**Forecasting C6 with iodine for fluorine and silver from a one-frequency model**

The table holds the dispersion coefficient C6 of eleven neutral atoms paired with iodine and their static dipole polarisabilities α, from spherical, spin-polarised, scalar-relativistic LDA atoms with adiabatic-LDA response. The program fits the London/Slater-Kirkwood form α/C6 = a + b√(α/N) to nine rows, once with a common N (model A) and once with N equal to the outer s and p count (model B), and forecasts F and Ag using rough recalled polarisabilities scaled by the LDA bias of similar rows. Both models have a left-out rms error of about 9% in C6 and neither reproduces the Ca–Er order. All six computed values fall inside the forecast ranges, but the 1.3% agreement for C6 of Ag comes from an α too high by 15.7% and a C6/α too low by 12.4%. With the computed α of Ag, model A is 2.6% high and model B 19.4% low.

Spherical all-electron Kohn-Sham calculations with radks and Libxc 1 for neutral atoms in their NIST ground configurations, using spin-polarised, scalar-relativistic LDA (PW92), open shells filled at highest spin and a Fermi nucleus. C6 is for each atom paired with iodine, from the Casimir-Polder integral of adiabatic-LDA polarisabilities.

## The fit in Python

```python
# Table: C6 (a.u.) of atom X with iodine (Casimir-Polder, adiabatic LDA) and static polarisability
# of X (bohr^3); radks spherical KS atom, LDA-PW92, scalar-relativistic, spin-polarised.
# Tested: one-pole London/Slater-Kirkwood form alpha/C6 = a + b*sqrt(alpha/N), with N common (A)
# or N = outer s+p count (B), fitted on known rows; forecasts for the withheld rows.
T = {
    'ion': ['He', 'N', 'F', 'S', 'Ca', 'Mn', 'Ag', 'Er', 'Tm', 'Hf', 'Ta'],
    'Z': [2, 7, 9, 16, 20, 25, 47, 68, 69, 72, 73],
    'configuration': ['1s2', '[He] 2s2 2p3', '[He] 2s2 2p5', '[Ne] 3s2 3p4', '[Ar] 4s2', '[Ar] 3d5 4s2', '[Kr] 4d10 5s1', '[Xe] 4f12 6s2', '[Xe] 4f13 6s2', '[Xe] 4f14 5d2 6s2', '[Xe] 4f14 5d3 6s2'],
    'c6': [24.97, 101.1, 61.72, 233.1, 719.9, 444.6, 354.5, 741.1, 722.8, 629.3, 576.5],  # a.u.
    'dipole_polarisability': [1.658, 8.191, 4.212, 21.26, 146.5, 65.72, 44.75, 134.7, 129.6, 94.82, 77.3],  # bohr³
}
HELD = [2, 6]  # rows withheld from the fit
import numpy as np
ion = list(T['ion']); ix = {s: i for i, s in enumerate(ion)}
c6 = np.array(T['c6'], float); al = np.array(T['dipole_polarisability'], float)
K = [i for i in range(len(ion)) if i not in HELD]
nsp = dict(He=2, N=5, F=7, S=6, Ca=2, Mn=2, Ag=1, Er=2, Tm=2, Hf=2, Ta=2)
N = {'A': np.ones(len(ion)), 'B': np.array([nsp[s] for s in ion], float)}
ref = dict(He=1.4, N=7.4, S=19., Ca=160., Mn=68., F=3.7, Ag=55.)  # rough recalled alpha, bohr^3
like = dict(F=['He', 'N', 'S'], Ag=['Ca', 'Mn']); bar = dict(F=0.07, Ag=0.15)  # judged bars
rng = dict(F=[(3.9, 4.5), (53, 67), (13, 16)], Ag=[(44, 60), (290, 430), (5.9, 8.0)])  # fixed beforehand
def fit(m, r):
    y = al[r] / c6[r]
    return np.linalg.lstsq(np.c_[1 / y, np.sqrt(al[r] / N[m][r]) / y], np.ones(len(r)), rcond=None)[0]
def mod(m, p, a, i): return a / (p[0] + p[1] * np.sqrt(a / N[m][i]))
P = {m: fit(m, K) for m in N}
err = {m: np.array([mod(m, P[m], al[i], i) / c6[i] - 1 for i in K]) for m in N}
loo = {m: np.array([mod(m, fit(m, [j for j in K if j != i]), al[i], i) / c6[i] - 1 for i in K]) for m in N}
rms = lambda v: float(np.sqrt(np.mean(v ** 2)))
slope = np.polyfit(np.log(al[K]), np.log(c6[K]), 1)[0]
v = np.r_[c6[K], al[K]]
print(f"largest rounding of table values: {100*np.max(0.5*10**(np.floor(np.log10(v))-3)/v):.3f} %")
print(f"log-log slope of C6 on alpha, known rows: {slope:.3f} (one-pole limits 0.5 and 1)")
print("known rows: C6/alpha (a.u.), error of C6 in % for A, B, then left-out A, B")
for k, i in enumerate(K):
    print(f" {ion[i]:2s} {c6[i]/al[i]:6.2f} {100*err['A'][k]:+6.1f} {100*err['B'][k]:+6.1f} {100*loo['A'][k]:+6.1f} {100*loo['B'][k]:+6.1f}")
for m in N:
    w = int(np.argmax(abs(err[m])))
    print(f"model {m}: a={P[m][0]:.4f} b={P[m][1]:.4f} a.u.; rms {100*rms(err[m]):.1f} %, left-out rms {100*rms(loo[m]):.1f} %, worst {ion[K[w]]}")
for s, t in [('Er', 'Ca'), ('Er', 'Tm'), ('Tm', 'Hf'), ('Hf', 'Ta')]:
    print(f"{s} to {t}: alpha {100*(al[ix[t]]/al[ix[s]]-1):+.1f} %, C6 {100*(c6[ix[t]]/c6[ix[s]]-1):+.1f} %")
print("LDA / rough recalled alpha: " + ", ".join(f"{s} {al[ix[s]]/ref[s]:.2f}" for s in ['He', 'N', 'S', 'Ca', 'Mn']))
L = 0.5 * (rms(loo['A']) + rms(loo['B']))
for i in HELD:
    s = ion[i]
    f = np.mean([al[ix[t]] / ref[t] for t in like[s]]); a = f * ref[s]
    cm = lambda x: 0.5 * (mod('A', P['A'], x, i) + mod('B', P['B'], x, i))
    cA, cB, c = mod('A', P['A'], a, i), mod('B', P['B'], a, i), cm(a)
    q = np.log(cm(1.01 * a) / c) / np.log(1.01); h = abs(cA - cB) / (2 * c)
    ec = np.sqrt(L**2 + h**2 + (q * bar[s])**2); er = np.sqrt(L**2 + h**2 + ((1 - q) * bar[s])**2)
    print(f"{s}: recalled alpha {ref[s]} x {f:.3f}; C6 from A {cA:.1f}, from B {cB:.1f} a.u.")
    print(f" C6 bar parts: left-out {100*L:.1f} %, half A-B gap {100*h:.1f} %, alpha {100*q*bar[s]:.1f} %")
    items = [('alpha (bohr^3)', a, bar[s], al[i]), ('C6 (a.u.)', c, ec, c6[i]), ('C6/alpha', c / a, er, c6[i] / al[i])]
    for (n, p, e, t), (lo, hi) in zip(items, rng[s]):
        print(f" {n}: predicted {p:.2f} +- {p*e:.2f}, range {lo}-{hi}; computed {t:.2f}, miss {100*(p/t-1):+.1f} % = {(p-t)/(p*e):+.2f} bars, {'inside' if lo <= t <= hi else 'outside'}")
    tA, tB = mod('A', P['A'], al[i], i), mod('B', P['B'], al[i], i)
    print(f" C6 from computed alpha: A {tA:.1f} ({100*(tA/c6[i]-1):+.1f} %), B {tB:.1f} ({100*(tB/c6[i]-1):+.1f} %), mean {100*(cm(al[i])/c6[i]-1):+.1f} %")
    print(f" computed / rough recalled alpha {al[i]/ref[s]:.2f}")
    if s == 'F':  # Slater Zeff: N 3.9, F 5.2
        z = al[ix['N']] * 7 / 5 * (3.9 / 5.2)**4
        print(f" Slater scaling of alpha from N: {z:.2f} bohr^3, miss {100*(z/al[i]-1):+.1f} %")
r = c6 / al
assert 0.5 < slope < 1.0
assert all(P[m][0] > 0 and P[m][1] > 0 for m in N)
assert al[ix['Ca']] > al[ix['Er']] and c6[ix['Ca']] < c6[ix['Er']]
assert min(r[ix[s]] for s in ['He', 'N', 'S']) > max(r[ix[s]] for s in ['Ca', 'Mn', 'Er', 'Tm', 'Hf', 'Ta'])
```

It prints:

```
largest rounding of table values: 0.049 %
log-log slope of C6 on alpha, known rows: 0.753 (one-pole limits 0.5 and 1)
known rows: C6/alpha (a.u.), error of C6 in % for A, B, then left-out A, B
 He  15.06   +5.3   -6.4  +14.8  -12.1
 N   12.34   +0.6   +6.0   +0.9   +8.8
 S   10.96   -8.7   +6.9  -10.3   +8.7
 Ca   4.91  +11.1  +10.5  +13.6  +12.8
 Mn   6.77   +6.5   +3.8   +7.4   +4.4
 Er   5.50   +2.4   +1.5   +2.9   +1.9
 Tm   5.58   +2.4   +1.5   +2.9   +1.8
 Hf   6.64   -3.9   -5.5   -4.7   -6.6
 Ta   7.46   -8.4  -10.3   -9.8  -12.3
model A: a=0.0487 b=0.0111 a.u.; rms 6.4 %, left-out rms 8.8 %, worst Ca
model B: a=0.0575 b=0.0148 a.u.; rms 6.6 %, left-out rms 8.7 %, worst Ca
Er to Ca: alpha +8.8 %, C6 -2.9 %
Er to Tm: alpha -3.8 %, C6 -2.5 %
Tm to Hf: alpha -26.8 %, C6 -12.9 %
Hf to Ta: alpha -18.5 %, C6 -8.4 %
LDA / rough recalled alpha: He 1.18, N 1.11, S 1.12, Ca 0.92, Mn 0.97
F: recalled alpha 3.7 x 1.137; C6 from A 58.8, from B 61.0 a.u.
 C6 bar parts: left-out 8.8 %, half A-B gap 1.8 %, alpha 6.2 %
 alpha (bohr^3): predicted 4.21 +- 0.29, range 3.9-4.5; computed 4.21, miss -0.1 % = -0.02 bars, inside
 C6 (a.u.): predicted 59.90 +- 6.51, range 53-67; computed 61.72, miss -2.9 % = -0.28 bars, inside
 C6/alpha: predicted 14.24 +- 1.28, range 13-16; computed 14.65, miss -2.8 % = -0.32 bars, inside
 C6 from computed alpha: A 58.9 (-4.6 %), B 61.1 (-1.0 %), mean -2.8 %
 computed / rough recalled alpha 1.14
 Slater scaling of alpha from N: 3.63 bohr^3, miss -13.9 %
Ag: recalled alpha 55.0 x 0.941; C6 from A 402.4, from B 315.5 a.u.
 C6 bar parts: left-out 8.8 %, half A-B gap 12.1 %, alpha 10.2 %
 alpha (bohr^3): predicted 51.76 +- 7.76, range 44-60; computed 44.75, miss +15.7 % = +0.90 bars, inside
 C6 (a.u.): predicted 358.99 +- 65.04, range 290-430; computed 354.50, miss +1.3 % = +0.07 bars, inside
 C6/alpha: predicted 6.94 +- 1.09, range 5.9-8.0; computed 7.92, miss -12.4 % = -0.91 bars, inside
 C6 from computed alpha: A 363.8 (+2.6 %), B 285.8 (-19.4 %), mean -8.4 %
 computed / rough recalled alpha 0.81
```
